Ansatz 0.2.0, frozen-core PAW calculations with the PBE functional, scalar-relativistic and without spin polarisation, for TiN (Fm-3m, 2-atom cell, cubic edge 4.244 Å) at fixed cell and atoms. The plane-wave cutoff is 420 eV, the PAW set soft_2 and the Fermi-Dirac smearing width 0.05 eV. Pressure is positive in compression.

| k mesh | pressure (GPa) |
| --- | --- |
| 4x4x4 | 1.205 |
| 6x6x6 | 0.442 |
| 10x10x10 | 0.542 |
| 13x13x13 | 0.553 |
| 18x18x18 | 0.587 |

## The size of the failure

Three sizes are worth remembering for this cell of titanium nitride. A k mesh that is far too coarse shifts the energy by some tens of meV, the pressure by more than half a GPa, and the cell edge by less than a tenth of a per cent. The same fault is therefore harmless for a lattice constant and ruinous for a stress. The atoms never move in the table, so every change of pressure comes from the mesh.

The 4x4x4 mesh gives about twice the pressure of 18x18x18. The 6x6x6 mesh errs to the other side and gives the lowest value, after which the pressure creeps upwards. The program gave no warning for either of these two meshes and reported both runs as converged. The notes to the data do flag both meshes as coarse, but that flag rests on the data makers' tests on other systems, not on these runs. Nor does it tell the sign of the error, and here the two signs differ.

To turn the pressure error into a length, divide it by the bulk modulus, roughly 280 GPa for this hard nitride (a recalled value), and by three. The 0.62 GPa by which 4x4x4 exceeds 18x18x18 then amounts to about 0.07 % of the edge. A process engineer who wants the lattice constant could live with that. One who wants a film stress to a tenth of a GPa could not.

## Two limits, and the metal between them

A k mesh replaces an average over all electron waves of the crystal by an average over a few of them. Take first a separate group of bands that is completely filled. Their summed energy varies smoothly and periodically with the wave vector, and an evenly spaced mesh averages such a function very well once it resolves the main undulations. The error then dies away fast.

Take next a partly filled band at zero temperature. The occupation now drops from full to empty at a sharp surface, the Fermi surface. A mesh point lies either inside or outside, and a slightly different mesh moves whole blocks of weight across the border. The error falls slowly and may change sign from one mesh to the next.

Smearing brings the metal back towards the first limit, because it turns the sharp drop into a slope. It helps fully only when neighbouring mesh points differ in energy by less than the width of that slope, which here is about 0.18 eV at half height. Between the zone centre Γ and the zone boundary point X, the lowest partly filled band changes by 1.2 eV per mesh step on average for 4x4x4, and still by 0.27 eV for 18x18x18. Both ends of this line lie below the Fermi energy. Towards the boundary point L the band does cross it, and there the densest mesh has a similar average step of 0.25 eV. Such averages are only orders of magnitude, but they place even the densest mesh short of the comfortable limit.

The same calculations show both kinds of behaviour side by side. From 13x13x13 to 18x18x18 the mean energy of the filled nitrogen 2p bands, measured from their top at Γ, changes by less than 1 meV. The Fermi energy, measured from a fixed level at Γ, moves by about 30 meV in the same step. The filled bands have nearly settled, while the border between full and empty still moves noticeably.

## How to recognise it

The first sign is a Fermi energy that wanders while the levels themselves stand still. Over the five meshes the lowest Γ level above the nitrogen 2p bands shifts by about 0.02 eV, whereas the Fermi energy above it ranges from 0.33 to 0.70 eV. The levels at Γ are nearly the same in each run, but the sampled points differ, and with them the filling. This sign warns of an error without giving its direction: 4x4x4 and 6x6x6 both put the Fermi energy lower than 18x18x18 does, yet their pressures err in opposite directions.

The second sign is the electronic entropy. For a smooth density of states $D$ at the Fermi energy, the Sommerfeld formula gives $TS=\tfrac{\pi^2}{3}(kT)^2D$, with $T$ the electronic temperature, $S$ the entropy and $kT$ the smearing width. Read backwards, it yields about 2.1 states per eV and cell for 4x4x4, but 0.84 to 0.86 for the three densest meshes. The coarse mesh has too much of its weight close to the Fermi energy and mistakes this for a high density of states.

The third sign is a trap. From 10x10x10 to 13x13x13 the pressure changes by only 0.011 GPa, which looks like convergence. The next step is 0.034 GPa, three times as large. When errors do not shrink steadily, two neighbouring meshes can agree because they share nearly the same error.

## Why energy and pressure fail together

Pressure is the slope of the free energy with volume, taken with the opposite sign, so an energy error matters for the pressure only if it changes when the cell is squeezed. It does change, because squeezing widens the bands. Let the band width $W$ scale with the volume $V$ as $V^{-g}$. The mesh is fixed relative to the reciprocal cell, so the pattern of sampled points keeps its shape. If the bands keep their shape too and change only in width, the sampling error of the free energy can be written as

$$\delta F = W\,f(kT/W),$$

where the function $f$ depends on the mesh and on the shape of the bands. Differentiating with respect to volume, and using $\delta E=\delta F+T\,\delta S$ for the internal energy, gives

$$\delta P = g\,\frac{\delta E}{V}.$$

The exponent follows from the kind of electron. For free electrons the energy goes as the square of the wave vector, which gives $g=2/3$. For electrons that hop between d orbitals, the hopping falls as the fifth power of the distance, which gives $g=5/3$. The states at the Fermi energy of this nitride are mainly titanium 3d, so the second value is the natural guess for errors made at the Fermi surface.

The 4x4x4 row serves to show the arithmetic. Its internal energy lies 39.6 meV above that of 18x18x18, and the cell holds 19.1 Å³. The model gives $\tfrac53\times0.0396/19.1=0.00346$ eV/Å³, and since 1 eV/Å³ is about 160 GPa, this is 0.55 GPa. The table has 0.62 GPa, so the estimate falls short by about a tenth.

No constant was adjusted to this row or to any other. The model also gets the negative sign for 6x6x6 and comes within about 15 % for each of the remaining meshes, while the free-electron exponent yields less than half of every difference. The printed output after this text lists the comparison for all rows. It fits the picture of an error that grows with the band width, but does not establish a d-d origin: the exponents found from one mesh to the next scatter between 1.6 and 1.9, and mixing with nitrogen orbitals may well contribute.

For 4x4x4 the Fermi surface alone does not explain the error. This mesh is too coarse even for filled bands. Between 4x4x4 and 6x6x6 no listed level at Γ moves by more than 6 meV, yet the mean of the nitrogen 2p bands, measured from their top at Γ, moves by about 17 meV. Most of that must come from the choice of points, and the coarser mesh is the likelier culprit. The shift cannot simply be multiplied by the number of electrons to give a share of the energy error, because a changed filling also alters the potential and with it the bands. Both kinds of band widen under compression, but the exponent 5/3 was argued for d electrons only. Its success in this row may therefore be partly luck, and it is no proof of d-d hopping.

## What the last row can and cannot promise

The model compares differences from 18x18x18, so an error left in that row drops out of the comparison. The table has no denser mesh to reveal it. Its rows are also a selection that leaves out runs which failed or met a known fault of the program, so they need not show every way in which such a series can go wrong. The last step of 0.034 GPa gives a feeling for the scale of what may remain, but it is no upper bound. Matching the average energy step to the smearing slope would take about $18\times0.27/0.18\approx27$ divisions, which makes a sensible next trial.

A denser mesh would also leave the basis error where it is. The calculation reports a correction of 0.49 GPa for the finite set of plane waves, close to the whole pressure of 0.59 GPa in the last row. Over the three densest meshes this correction varies by only about 0.002 GPa, so it does not cause their differences. The absolute pressure nevertheless depends on it, and only a change of the wave cutoff would test that.

The practical rule is to watch the pressure, the Fermi energy and the entropy together over several meshes. For this cell, each 10 meV of sampling error in the internal energy brings roughly 0.15 GPa of false pressure, with the same sign. An energy that seems settled to 10 meV is thus not yet good enough for a stress wanted to a tenth of a GPa.

Output of the analysis:

```
Differences from 18x18x18 and model:
       row  internal energy (meV)  pressure (GPa)  model g 5/3 (GPa)  model g 2/3 (GPa)  g from step to this row
     4x4x4                  39.59           0.618             0.5532             0.2213                      n/a
     6x6x6                 -10.23          -0.145            -0.1429           -0.05718                    1.827
  10x10x10                  -2.91          -0.045           -0.04066           -0.01626                    1.629
  13x13x13                  -2.11          -0.034           -0.02948           -0.01179                     1.64
  18x18x18                      0               0                  0                  0                    1.922
Signs of poor sampling:
       row  Fermi energy above Gamma level (eV)  apparent density of states (1/eV per cell)  mean of filled N 2p bands against Gamma top less last row (meV)  mean energy step Gamma to X (eV)
     4x4x4                               0.3317                                       2.059                                                            11.86                             1.224
     6x6x6                               0.5567                                      0.9724                                                            -4.66                            0.8161
  10x10x10                                0.697                                      0.8494                                                             2.42                            0.4896
  13x13x13                               0.6441                                      0.8407                                                           0.6733                            0.3767
  18x18x18                               0.6131                                      0.8647                                                                0                             0.272
Width of thermal window at half height (eV): 0.175
Pressure of 4x4x4 over that of 18x18x18: 2.053
Pressure change from 4x4x4 to 6x6x6 (GPa): -0.763
Pressure change from 10x10x10 to 13x13x13 (GPa): 0.011
Pressure change from 13x13x13 to 18x18x18 (GPa): 0.034
Spread of Pulay correction over all rows (GPa): 0.04078
Spread of Pulay correction over three densest meshes (GPa): 0.00221
Rough cell edge error of 4x4x4 with recalled bulk modulus 280 GPa (percent): 0.07357
```
